# Leakage figure of merit of a high-K gate dielectric

A gate dielectric sets the gate capacitance through $K/t$ and blocks tunnelling through $\kappa t$, where $K$ is the relative permittivity, $t$ the physical thickness and $\kappa$ the decay constant of the electron wave in the film. If the capacitance is held fixed, one combination of material parameters controls the leakage, $f=K\sqrt{m\phi}$. We derive it, correct it for bias, and apply it to Si$_3$N$_4$.

## Premises and conventions

The device is an nMOS stack in inversion at zero drain bias. Electrons tunnel from the silicon ($x<0$) through the film ($0<x<t$) into the gate. $V_{ox}>0$ is the voltage across the film, whatever its material, and $q>0$.

1. The stack is planar and one-dimensional. The film is uniform, linear and free of charge.
2. In the film the electron obeys an effective-mass equation with one parabolic tunnelling mass $m$.
3. Tunnelling is elastic and direct, with no traps and no image force.
4. One energy level carries the current and in-plane motion is ignored. $\phi$ is the height of the film's conduction band above this level at $x=0$.
5. The barrier is opaque ($\kappa t\gg1$) and smooth ($|d\kappa/dx|\ll\kappa^2$).
6. Films are compared with the same substrate, gate and temperature.

EOT refers to the dielectric alone, with 3.9 as the conventional permittivity of SiO$_2$. It excludes the inversion-layer and gate-depletion parts of the electrical thickness.

## Step 1: what fixed EOT holds fixed

The capacitance per area is $C=K\varepsilon_0/t$. EOT is the SiO$_2$ thickness with the same capacitance, $C=3.9\,\varepsilon_0/\mathrm{EOT}$. Equating the two gives

$$t=\mathrm{EOT}\,\frac{K}{3.9}.\tag{1}$$

By Gauss's law and premise 1, the displacement in the film equals the magnitude $Q_s$ of the silicon charge per area. The field $\mathcal{E}=Q_s/K\varepsilon_0$ is uniform, and

$$V_{ox}=\mathcal{E}t=\frac{Q_s\,\mathrm{EOT}}{3.9\,\varepsilon_0}.\tag{2}$$

$K$ has cancelled. Two films of equal EOT at equal $V_{ox}$ induce the same $Q_s$, hence the same surface field in silicon, the same inversion density $N_{inv}$ and the same subbands. The high-K film carries the same voltage over a longer distance, so its barrier is

$$\phi(x)=\phi-qV_{ox}\,\frac{x}{t}.\tag{3}$$

## Step 2: current as supply times transmission

An electron in the inversion layer strikes the interface $\nu$ times per second and escapes with probability $T\ll1$ on each attempt:

$$J=qN_{inv}\,\nu\,T.\tag{4}$$

The reverse flow from the gate is negligible once the Fermi levels differ by several $k_BT$. By Step 1, $N_{inv}$ and $\nu$ do not depend on the film. All dependence on the material sits in $T$.

## Step 3: transmission through an opaque barrier

Inside the film $\psi''=\kappa^2\psi$ with $\kappa(x)=\sqrt{2m\phi(x)}/\hbar$. Under premise 5 the WKB solutions are $\kappa^{-1/2}\exp(\mp\int\kappa\,dx)$, and their derivatives are $\mp\kappa\psi$. At each interface $\psi$ and $\psi'/m$ are continuous (BenDaniel–Duke conditions), which conserves current. Define $a_j=k_j/m_j$ for the silicon ($j=1$) and the gate ($j=2$), and $b_0=\kappa(0)/m$, $b_t=\kappa(t)/m$.

*Entrance.* The incident and reflected waves are $e^{ik_1x}+re^{-ik_1x}$. The growing solution is smaller than the decaying one by $e^{-2\int\kappa dx}$ at $x=0$ and is dropped. With $A=\psi(0)$, matching gives $1+r=A$ and $ia_1(1-r)=-b_0A$. Eliminating $r$ gives $A=2ia_1/(ia_1-b_0)$, so $|A|^2=4a_1^2/(a_1^2+b_0^2)$.

*Interior.* The decaying wave reaches $x=t$ with amplitude $A'$, where $|A'|^2=|A|^2(b_0/b_t)\,e^{-S}$ and $S=2\int_0^t\kappa\,dx$.

*Exit.* With growing amplitude $B'$ and transmitted amplitude $\tau$, matching gives $A'+B'=\tau$ and $b_t(B'-A')=ia_2\tau$. Eliminating $B'$ gives $|\tau|^2=4b_t^2|A'|^2/(a_2^2+b_t^2)$.

The current is proportional to $a_j|\psi|^2$, so $T=(a_2/a_1)|\tau|^2$. Collecting factors,

$$T=T_R\,e^{-S},\qquad T_R=4\,\Phi\!\left(\frac{a_1}{b_0}\right)\Phi\!\left(\frac{a_2}{b_t}\right),\qquad \Phi(y)=\frac{2y}{1+y^2}.\tag{5}$$

$T_R$ does depend on the film, through $b\propto\sqrt{\phi/m}$, but weakly. Since $\Phi\le1$, $T_R\le4$. Since $d\ln\Phi/d\ln y=(1-y^2)/(1+y^2)$ lies between $-1$ and $1$, changing $b$ by some factor changes $\Phi$ by at most that factor. Between two films $T_R$ therefore differs by at most the product of the ratios of $b_0$ and of $b_t$, each taken larger over smaller. Define $J_0=qN_{inv}\nu T_R$, so that $\ln J=\ln J_0-S$ with $J_0$ nearly independent of the material.

## Step 4: low bias and the figure of merit

For $qV_{ox}\ll\phi$ the barrier is rectangular and $S=2t\sqrt{2m\phi}/\hbar$. Inserting (1),

$$\ln J=\ln J_0-\frac{2\sqrt2}{3.9\,\hbar}\,f_0\,\mathrm{EOT},\qquad f_0=K\sqrt{m\phi}.\tag{6}$$

For practical units take $m$ in free-electron masses $m_0$, $\phi$ in eV and EOT in nm. Then $\sqrt{2m_0\cdot1\,\mathrm{eV}}/\hbar=5.123$ nm$^{-1}$, twice this over 3.9 is 2.627 nm$^{-1}$, and division by $\ln10$ gives

$$\log_{10}J=\log_{10}J_0-1.141\,f_0\,\mathrm{EOT}.\tag{7}$$

On a semilog plot of $J$ against EOT each dielectric is a straight line, the lines share nearly the same intercept, and the slope in decades per nm is 1.141 times the figure of merit. $K$ enters linearly because it buys thickness. $m$ and $\phi$ enter under the root because they set the decay constant, so doubling $K$ compensates a fourfold loss in $m\phi$.

## Step 5: finite bias

Let $u=qV_{ox}/\phi$ and $s=x/t$. For $u\le1$ the barrier (3) is a trapezoid, and

$$S=\frac{2t\sqrt{2m\phi}}{\hbar}\,g(u),\qquad g(u)=\int_0^1\!\sqrt{1-us}\,ds=\frac{2}{3u}\left[1-(1-u)^{3/2}\right].\tag{8}$$

Equations (6) and (7) keep their form with $f_0$ replaced by $f=f_0\,g(u)$. At given $V_{ox}$, $u$ does not depend on EOT, so the exponent stays linear in EOT.

Expanding the root and integrating term by term gives $g=1-u/4-u^2/24-\dots$. Replacing the barrier by its midpoint value $\phi-qV_{ox}/2$ amounts to $g\to\sqrt{1-u/2}=1-u/4-u^2/32-\dots$. The first-order terms agree, which justifies

$$f\approx K\sqrt{m\left(\phi-qV_{ox}/2\right)}.\tag{9}$$

The two series differ first by $g-\sqrt{1-u/2}=-u^2/96$. The square root is concave, so the mean of the root lies below the root of the mean, and (9) always overstates $f$. At $u=1$ the excess reaches $\sqrt{1/2}/(2/3)-1=6.1$ per cent.

For $u>1$ the electron enters the film's conduction band at $s=1/u$. The integral stops there and gives $g=2/(3u)$. This is the Fowler–Nordheim exponent, with $f=\tfrac23K\sqrt m\,\phi^{3/2}/qV_{ox}$. The WKB form fails near the turning point, which changes the prefactor and leaves this exponent.

## Step 6: minimum EOT at a leakage limit

Set $J=J_{lim}$ at a specified $V_{ox}$ and solve for EOT:

$$\mathrm{EOT}_{min}=\frac{3.9\,\hbar}{2\sqrt2}\,\frac{\ln(J_0/J_{lim})}{f}=\frac{D}{1.141\,f},\qquad D=\log_{10}\frac{J_0}{J_{lim}}.\tag{10}$$

The second form uses the units of (7). $D$ is the attenuation in decades that the film must supply. With a common $J_0$, $\mathrm{EOT}_{min}\propto1/f$, and the ratio between two films is independent of the limit.

Two films at their own minima have different EOT, so Step 1 no longer makes $J_0$ equal. By (2), $Q_s\propto1/\mathrm{EOT}$ at fixed $V_{ox}$, and $N_{inv}$ follows it when depletion charge is minor. In a triangular well of field $\mathcal{E}_s\propto Q_s$, dimensional analysis gives a level energy $E_0\propto\mathcal{E}_s^{2/3}$. The classical round trip lasts $2\sqrt{2m_1E_0}/q\mathcal{E}_s$, so $\nu\propto\mathcal{E}_s^{2/3}$. With $T_R$ held fixed, $J_0\propto\mathrm{EOT}^{-5/3}$. This enters (10) only through the logarithm.

## Step 7: when a higher K helps

Across candidate dielectrics the barrier tends to fall as $K$ rises. Model this as $\phi\propto K^{-n}$ at fixed $m$. At low bias $f_0\propto K^{1-n/2}$, which grows with $K$ only for $n<2$.

At finite bias the condition is tighter, because a falling $\phi$ also raises $u\propto K^{n}$. Differentiating (8) gives $u\,g'/g=-1+\sqrt{1-u}/g$. Then

$$\frac{d\ln f}{d\ln K}=1-\frac n2+n\,\frac{u\,g'}{g}=1-n\left[\frac32-\frac{\sqrt{1-u}}{g(u)}\right].\tag{11}$$

A higher $K$ helps only for

$$n<n_c(u)=\left[\frac32-\frac{\sqrt{1-u}}{g(u)}\right]^{-1}.\tag{12}$$

At $u=0$ this is 2. For small $u$ it is $2-u$, which is also what (9) gives: $f^2\propto K^2(\phi-qV_{ox}/2)$ rises with $K$ when $2\phi-qV_{ox}>n\phi$. At $u=1$ it has fallen to $2/3$, and it stays there for $u>1$, where $f\propto K\phi^{3/2}\propto K^{1-3n/2}$. Three cases follow. For $n<2/3$ a higher $K$ helps at any bias. For $n>2$ it never helps. In between, $f$ peaks at the $K$ where $n_c(u)=n$. If the mass also falls, $m\propto K^{-p}$, then (11) gains the term $-p/2$ and the low-bias condition becomes $n+p<2$.

## Step 8: an interfacial layer

For layers in series the displacement is common, so $\mathrm{EOT}=\sum_i\mathrm{EOT}_i$ and layer $i$ drops $V_i=V_{ox}\mathrm{EOT}_i/\mathrm{EOT}$. The WKB integral splits into pieces, and the attenuation in decades is

$$\frac{S}{\ln10}=1.141\sum_if_i\,\mathrm{EOT}_i,\qquad f_i=K_i\sqrt{m_i}\;\frac{2\left(\phi_{i,in}^{3/2}-\phi_{i,out}^{3/2}\right)}{3qV_i}.\tag{13}$$

Here $\phi_{i,in}$ is the layer's barrier $\phi_i$ less the drop across all earlier layers, and $\phi_{i,out}=\phi_{i,in}-qV_i$. The figure of merit of a stack is the EOT-weighted mean of the $f_i$. An oxide interlayer costs twice: it spends EOT at low $f$, and it lowers the barrier of the film behind it.

## Range of validity

Sizes for the items below are worked out in the illustration.

- **Mechanism.** Direct tunnelling must dominate. Trap-assisted tunnelling and Poole–Frenkel conduction add parallel currents, so the result is a floor on $J$. These paths take over first in thick films, where the direct current is smallest.
- **Bias.** (8) holds for $u\le1$. (9) is good to about $u^2/96$ at small $u$. The criterion $n<2$ needs $u\ll1$.
- **WKB.** From (3), $|\kappa'|/\kappa^2=q\mathcal{E}/2\kappa\phi(x)$. It is largest at the exit and diverges as $u\to1$. Films only a few atomic layers thick have no bulk $K$, $m$ or $\phi$.
- **Barrier reference.** $\phi$ is the band offset less $E_0$. Differentiating (8), a change $\delta\phi$ changes the attenuation by $1.141\,K\sqrt m\,\mathrm{EOT}\,[\sqrt\phi-\sqrt{\phi-qV_{ox}}]\,\delta\phi/qV_{ox}$ decades.
- **Image force.** A conducting electrode lowers the barrier by $\lambda/x$, with $\lambda=q^2/16\pi\varepsilon_0K_\infty$ and $K_\infty$ the optical permittivity. For a flat barrier $\bar\phi$ and $x_0=\lambda/\bar\phi\ll t$, $\int_{x_0}^t\sqrt{1-x_0/x}\,dx\approx t-\tfrac12x_0[1+\ln(4t/x_0)]$. Two electrodes thus remove about $\Delta t=x_0[1+\ln(4t/x_0)]$ from the thickness. This varies only logarithmically with $t$: it shifts the intercept, and it reduces the slope by the fraction $d\Delta t/dt=x_0/t$.
- **Dispersion.** Deep in the gap $E_g$ the two-band (Franz) form multiplies $\kappa$ by $\sqrt{1-\phi(x)/E_g}$ if $m$ is the band-edge mass. A fitted tunnelling mass absorbs this, so $m$ and $\phi$ must come from the same model.
- **Carrier.** $f$ belongs to one carrier and one band. Hole tunnelling in pMOS needs the valence-band offset and the hole mass.
- **Geometry and scope.** (1) and (2) need $t$ small against the gate length, which caps the useful $K$. $f$ says nothing about mobility, fixed charge or reliability.

## Numerical illustration: Si$_3$N$_4$ against SiO$_2$

Typical material inputs are $K=7.5$, $\phi=2.1$ eV, $m=0.5\,m_0$ for Si$_3$N$_4$ and $K=3.9$, $\phi=3.1$ eV, $m=0.4\,m_0$ for SiO$_2$. The barriers are conduction-band offsets to silicon, used with $E_0=0$. Assumed conditions are $V_{ox}=1.0$ V, EOT = 1.5 nm and $J_{lim}=1$ A/cm$^2$. Assumed orders of magnitude $N_{inv}\sim10^{13}$ cm$^{-2}$, $\nu\sim10^{13}$ s$^{-1}$ and $T_R\sim1$ give $1.6\times10^7$ A/cm$^2$; we use $J_0=10^7$ A/cm$^2$, so $D=7$. The oxide mass and $J_0$ were chosen to reproduce typical oxide behaviour, a decade per 0.2 nm or so and about 1 A/cm$^2$ near 1.5 nm, so the oxide column is a calibration and tests nothing. Entries are computed from unrounded intermediates.

| Model quantity | SiO$_2$ | Si$_3$N$_4$ |
|---|---|---|
| $t$ at EOT = 1.5 nm (nm) | 1.50 | 2.88 |
| $f_0$ | 4.34 | 7.69 |
| $u$ | 0.323 | 0.476 |
| $g(u)$ | 0.914 | 0.869 |
| $\sqrt{1-u/2}$ | 0.916 | 0.873 |
| $f=f_0g$ | 3.97 | 6.68 |
| slope (decades per nm of EOT) | 4.53 | 7.62 |
| attenuation at 1.5 nm (decades) | 6.8 | 11.4 |
| $\mathrm{EOT}_{min}$ (nm) | 1.54 | 0.92 |
| $n_c(u)$ | 1.67 | 1.50 |

**Figure of merit.** Bias cuts the ratio of nitride to oxide from 1.77 to 1.68, because the lower barrier loses the larger fraction. The midpoint rule overstates the nitride's $f$ by 0.4 per cent, or 0.05 decade at 1.5 nm, and gives $n_c\approx2-u=1.52$. From oxide to nitride the barrier exponent is $n=\ln(3.1/2.1)/\ln(7.5/3.9)=0.60$, below $2/3$, so at equal mass this step in $K$ pays at any bias.

**Leakage and scaling.** In the model a pure nitride film leaks 4.6 decades less than oxide at EOT = 1.5 nm. Its minimum EOT is 0.92 nm, a physical thickness of 1.77 nm. Letting $J_0\propto\mathrm{EOT}^{-5/3}$, normalised at the oxide's minimum, means solving $7.62\,x=7+\tfrac53\log_{10}(1.54/x)$, which gives $x=0.96$ nm, a rise of 5 per cent.

**Neglected terms at 1.5 nm.**

- WKB parameter at the exit: 0.03 (oxide) and 0.04 (nitride).
- $T_R$: the ratios of $b_0$ and $b_t$ are 1.36 and 1.54, which bounds the difference at 0.32 decade.
- Barrier: 0.1 eV is worth 0.13 decade in oxide and 0.36 in nitride. A typical $E_0$ of 0.15 eV, common to both, trims the advantage by 0.35 decade. In-plane motion shifts the barrier by less than the in-plane energy when the in-plane mass in silicon is below $2m$; an assumed 0.03 eV is worth 0.1 decade in nitride.
- Image force, with typical $K_\infty$ of 2.1 (oxide) and 4.0 (nitride) and midpoint barriers: $\Delta t=0.36$ nm in both films, worth 1.6 and 1.4 decades. Each shift is large, and treating silicon as a conductor overstates it, but the two differ by only 0.2 decade. The slopes fall by the fractions 0.04 and 0.02.
- Dispersion, with typical gaps of 9.0 and 5.1 eV and midpoint barriers: factors 0.84 and 0.83, which nearly cancel in the ratio.
- Mass: with $0.4\,m_0$ assumed for the nitride too, the ratio of $f$ drops to 1.50 and the advantage to 3.4 decades. This input matters more to the comparison than any correction above.
- Holes: with a typical silicon gap of 1.1 eV the valence offsets are 4.8 and 1.9 eV. At equal masses and low bias the ratio of $f_0$ is 1.21, against 1.58 for electrons.

**With an interlayer.** Assume 0.5 nm of SiO$_2$ on the silicon and 1.0 nm EOT of nitride above it. The drops are 0.33 and 0.67 V. The oxide barrier runs from 3.1 to 2.77 eV and the nitride barrier from 1.77 to 1.1 eV. Equation (13) gives $f_i=4.22$ and 6.33, attenuations of 2.4 and 7.2 decades and a total of 9.6. The advantage over pure oxide shrinks to 2.8 decades.

These numbers are the model's. As typical knowledge, thin nitride gate films on silicon leak roughly one to three decades less than SiO$_2$ near this EOT. The pure-film value of 4.6 decades thus overstates the gain by about two decades or more, and 0.92 nm is an optimistic floor, because real films carry an oxide or oxynitride interlayer and traps that the single-layer model omits.